**Q:** This is the potential energy of an electron, averaged over each plane parallel to the surface, across a tungsten slab of five atomic planes. Inside, it swings by 19 eV and no two wells have the same depth. Outside, it is flat within a few ångströms. Why such a contrast?

Relaxed five-plane W(110) slab with 15 Å of vacuum, computed with Ansatz 0.2.0 (scalar-relativistic PBE, plane-wave PAW, no spin polarisation, 420 eV cutoff, 13×13×1 k mesh, 0.1 eV Gaussian smearing, dipole correction at the cell boundary). The potential is the planar mean of the smooth electrostatic potential energy of an electron; height runs along the cell's c axis.

| height (Å) | potential energy of an electron from the Fermi level (valence top where gapped) (eV) |
| --- | --- |
| 2.67 | 4.770 |
| 3.26 | 4.770 |
| 3.85 | 4.770 |
| 4.45 | 4.740 |
| 5.04 | 4.630 |
| 5.63 | 4.130 |
| 6.22 | 2.090 |
| 6.82 | -6.570 |
| 7.41 | -20.510 |
| 8.00 | -15.960 |
| 8.59 | -3.500 |
| 9.19 | -12.770 |
| 9.78 | -22.030 |
| 10.37 | -10.860 |
| 10.96 | -2.880 |
| 11.56 | -15.720 |
| 12.15 | -21.210 |
| 12.74 | -7.740 |
| 13.34 | -4.060 |
| 13.93 | -18.470 |
| 14.52 | -19.740 |
| 15.11 | -5.440 |
| 15.71 | -8.250 |
| 16.30 | -20.970 |
| 16.89 | -14.730 |
| 17.48 | -0.660 |
| 18.08 | 3.460 |
| 18.67 | 4.460 |
| 19.26 | 4.700 |
| 19.86 | 4.760 |
| 20.45 | 4.770 |
| 21.04 | 4.770 |

**A:** Think of the slab as a stack of sheets of atoms, each close to neutral. By Gauss's law, a neutral, uniform sheet exerts no average field beyond its own charge. An electron is therefore pulled strongly only where it has entered a sheet's electron cloud, so that part of the cloud lies behind it and no longer screens the ions. Each sheet makes a deep but short-ranged well, and five sheets make five wells.

**Q:** Then the wells should be alike. Why does the one near 9.78 Å reach −22.0 eV and the one near 14.52 Å only −19.7 eV?

**A:** Those two planes are mirror images of each other in a symmetric slab, so their true wells are identical. The difference comes from where the rows fall. The planes are about 3.8 sampling steps apart, not a whole number, so each one is caught at a different distance. Counting from the starting positions of the planes, the row at 9.78 Å lies 0.03 Å from its plane, while the row at 14.52 Å lies 0.27 Å from its own, already up the side of the well.

You can test this by ordering the eleven rows from 9.19 to 15.11 Å by distance to the nearest plane instead of by height. The potential then rises at every step, although three different planes contribute. The irregular depths of the inner wells are thus an effect of sampling, not a chemical difference between layers. The depth itself should not be read as a binding energy, because the calculation uses a smoothed potential close to the nuclei.

**Q:** Do the two outer planes fall on the same curve?

**A:** Not if you leave them where they started. The row at 8.00 Å would then be 0.50 Å from its plane, yet it lies deeper than the row at 11.56 Å, which is only 0.44 Å from the central plane. The row at 15.71 Å, on the other side of the slab, shows the same mismatch. The simplest reading is that both outer planes moved inward by at least 0.06 Å when the atoms were relaxed. That is an inference, since it assumes that the inner side of an outer well keeps the shape found deeper in the slab. The relaxation record supports it: the largest starting force was 0.65 eV/Å and the energy fell by 0.053 eV, which for two outer atoms moving in harmonic wells means a shift of about 0.08 Å each.

This holds only roughly. After such a shift, the row at 16.30 Å would be at least as close to its plane as the row at 12.15 Å is to the central one, yet it lies higher. The outer wells therefore seem a little shallower than the inner ones. A shallower well would call for a larger inward shift at the two rows used here, not a smaller one.

**Q:** And between the planes? The potential there never comes near the vacuum value.

**A:** The clouds of neighbouring sheets overlap, so an electron midway between two planes is pulled by both. Even the highest sampled point between the inner planes is 7.7 eV below the vacuum level. At 17.48 Å, about as far from a plane but with no further sheet beyond it, the potential is 2.2 eV higher. Losing a neighbour is the first step of the climb out of the metal.

**Q:** What sets the rest of the climb?

**A:** The electron cloud that spills out of the surface. Let $D$ be the gap between the vacuum level and the potential at distance $z$ outside the slab, and $n$ the electron density there. Poisson's equation gives

$$\frac{d^2D}{dz^2}=\frac{e^2}{\varepsilon_0}\,n .$$

If $n$ falls exponentially, $D$ must fall at the same rate. Electrons at the Fermi level reach furthest out, and far from the surface they face a barrier equal to the work function $W$, the height of the plateau above the Fermi level. Their wave decays as $e^{-\kappa z}$ with $\kappa=\sqrt{2mW}/\hbar$, and the density, being its square, decays at $2\kappa$.

With $W=4.77$ eV and $\hbar^2/2m\approx3.8$ eV Å$^2$,

$$2\kappa = 2\sqrt{4.77/3.8}\approx 2.2\ \text{Å}^{-1}.$$

**Q:** Does the table agree?

**A:** In size, yes, though this proves less than it seems. Two rows on each side of the slab give decay rates of 2.4 and 2.5 Å$^{-1}$, so the estimate is roughly a tenth too low; the output after this text lists the values. The two faces are mirror images, so both values sample one and the same tail, and the higher one rests on a gap of only 0.14 eV. The estimate holds only far out, where an electron feels the full barrier. These rows are closer in: at 17.48 Å the electrostatic potential alone is still below the Fermi level, and the exchange-correlation attraction, which this table leaves out, lowers the barrier further wherever the density is appreciable. A lower barrier would lengthen a Fermi-level tail, not shorten it. The rows therefore most likely show the edge of the whole cloud, to which deeper electrons and those moving along the surface contribute shorter tails. The estimate gives the right length scale, but these rows do not test it.

**Q:** So may I take 4.77 eV as the work function?

**A:** Yes, for this calculated slab. Both plateaus agree because the two faces are equivalent; a slab with an adsorbed layer on one face only would generally show two different plateaus, separated by a dipole step. Do not take it for the measured value: PBE is known to place metal work functions a few tenths of an electronvolt low, and this single run cannot separate that error from the effects of the thin slab and the missing spin–orbit coupling.

For practical use, read the work function at least 4 Å outside the last atomic plane, where this profile has become flat. Before comparing wells, check how far each sampled point lies from its plane.

The analysis program printed:

```
sampling step (angstrom): 0.5926
starting spacing of planes (angstrom): 2.251
sampling steps per plane spacing: 3.799
swing between rows 9.78 and 10.96 (eV): 19.15
spread of the five sampled minima (eV): 2.29
distance to nearest plane, rows 9.19 to 15.11 in order (angstrom): 0.5609, 0.02911, 0.6191, 1.042, 0.442, 0.148, 0.738, 0.9131, 0.3231, 0.2669, 0.8569
rank correlation of distance and potential in these rows: 1
row 8.00, distance to unrelaxed outer plane (angstrom): 0.5002
row 8.00, least inward shift of outer plane (angstrom): 0.05822
row 15.71, distance to unrelaxed outer plane (angstrom): 0.7942
row 15.71, least inward shift of outer plane (angstrom): 0.05622
least inward shift from row 15.71 (percent of plane spacing): 2.497
vacuum level above highest sampled point between inner planes (eV): 7.65
row 17.48, distance to unrelaxed outer plane (angstrom): 0.9758
row 17.48 above row 10.96 (eV): 2.22
gap to vacuum level, row 6.22 (eV): 2.68
gap to vacuum level, row 5.63 (eV): 0.64
gap to vacuum level, row 5.04 (eV): 0.14
gap to vacuum level, rows 17.48, 18.08 and 18.67 (eV): 5.43, 1.31, 0.31
decay rate of the gap, lower side (per angstrom): 2.502
decay rate of the gap, upper side (per angstrom): 2.406
decay rate estimated from the work function (per angstrom): 2.238
```
